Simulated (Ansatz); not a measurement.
Computed against measured: atomisation enthalpy at 298 K

8 molecules holding Si, Ge, B, Al, Ga, P or As; the atomisation enthalpy at 298 K in kJ/mol, computed less measured. Shapes, held fixed at every level: PBE0-D4/def2-TZVP. Flexible molecules stand in one conformer, not always the lowest. Thermal terms are harmonic and unscaled (PBE0-D4/def2-TZVP); the spin-orbit lowering of the free atoms is taken from their spectra. Programs: Ansatz 0.2.0. Measured values: CRC Handbook of Chemistry and Physics, NIST-JANAF tables.

Levels: A = SPW92/def2-TZVPP; B = PBE-D4/def2-TZVPP; C = r2SCAN0/STO-3G; D = B3LYP-D4/def2-TZVPP; E = MP2/def2-TZVPP.

| molecule | from tabulated heats | A | B | C | D | E |
| --- | --- | --- | --- | --- | --- | --- |
| BOF (fluoro(oxo)borane) | 1501 | +243 | +41 | -8 | -27 | +29 |
| AsF3 (arsenic trifluoride) | 1326 | +353 | +91 | -312 | +13 | +41 |
| BCl3 (boron trichloride) | 1337 | +245 | +64 | +181 | -19 | +40 |
| BF3 (boron trifluoride) | 1944 | +325 | +51 | +12 | -19 | +61 |
| SiH3Cl (chlorosilane) | 1367 | +129 | -26 | +404 | -10 | -36 |
| SiH2F2 (SMILES F[SiH2]F) | 1836 | +198 | -36 | -93 | -41 | -11 |
| GeH4 (germane) | 1153 | +142 | -14 | +654 | +17 | -25 |
| PH2(PH2) (diphosphine) | 1484 | +220 | +10 | +409 | +25 | -104 |

(1) Which level does best on this set, which worst, and which err to one side?

Results:

(1) 
```
              level                 kind  mean error  mean absolute error  worst case
   SPW92/def2-TZVPP                  LDA      +231.9                231.9        AsF3
  PBE-D4/def2-TZVPP                  GGA       +22.6                 41.6        AsF3
     r2SCAN0/STO-3G        global hybrid      +155.9                259.1        GeH4
B3LYP-D4/def2-TZVPP        global hybrid        -7.6                 21.4      SiH2F2
     MP2/def2-TZVPP  perturbation theory        -0.6                 43.4    PH2(PH2)
```

On this set B3LYP-D4/def2-TZVPP has the smallest mean absolute error and r2SCAN0/STO-3G the largest. Without GeH4 the largest would be that of SPW92/def2-TZVPP. SPW92/def2-TZVPP is too high in 8 of 8. The heats of SiH3Cl, PH2(PH2) come from older tables and can be uncertain by 10 kJ/mol or more. The tabulated values of BOF, AsF3, BCl3, BF3, SiH2F2 are in doubt (older tables, estimates, or at odds with other calculations) and kept here. Over the 3 molecules whose values aren't doubted the mean absolute errors are A 163.7; B 16.7; C 489.0; D 17.3; E 55.0. Rows in very small basis sets show the basis more than the method. Correlated wave functions converge slowly with the basis. Relativity is left out for As, Ge. Outer-core shells of As, Ge are correlated, in sets that cover them unevenly. The set is small.

The local density approximation overbinds every molecule, by far more than the likely uncertainty in the three undoubted heats. It underestimates the magnitude of the exchange energy more severely in the free atoms than in the molecule, and gradient corrections remove most of this imbalance. B3LYP's lead over PBE is not secure, because the two are practically level for the undoubted molecules.

MP2's near-zero mean error reflects cancellation, not accuracy. Its large deficit for diphosphine probably arises because bond formation pairs electrons that are unpaired in the atoms, creating opposite-spin correlation that second order and a finite basis recover incompletely.

The large STO-3G errors for germane, diphosphine and chlorosilane are also mainly an atomic problem. The hydrogen function is contracted to suit molecules, so the free hydrogen atom lies too high in energy and each bond to hydrogen looks too strong. In the fluorides, the lack of flexibility to describe electron-rich fluorine probably works in the opposite direction.
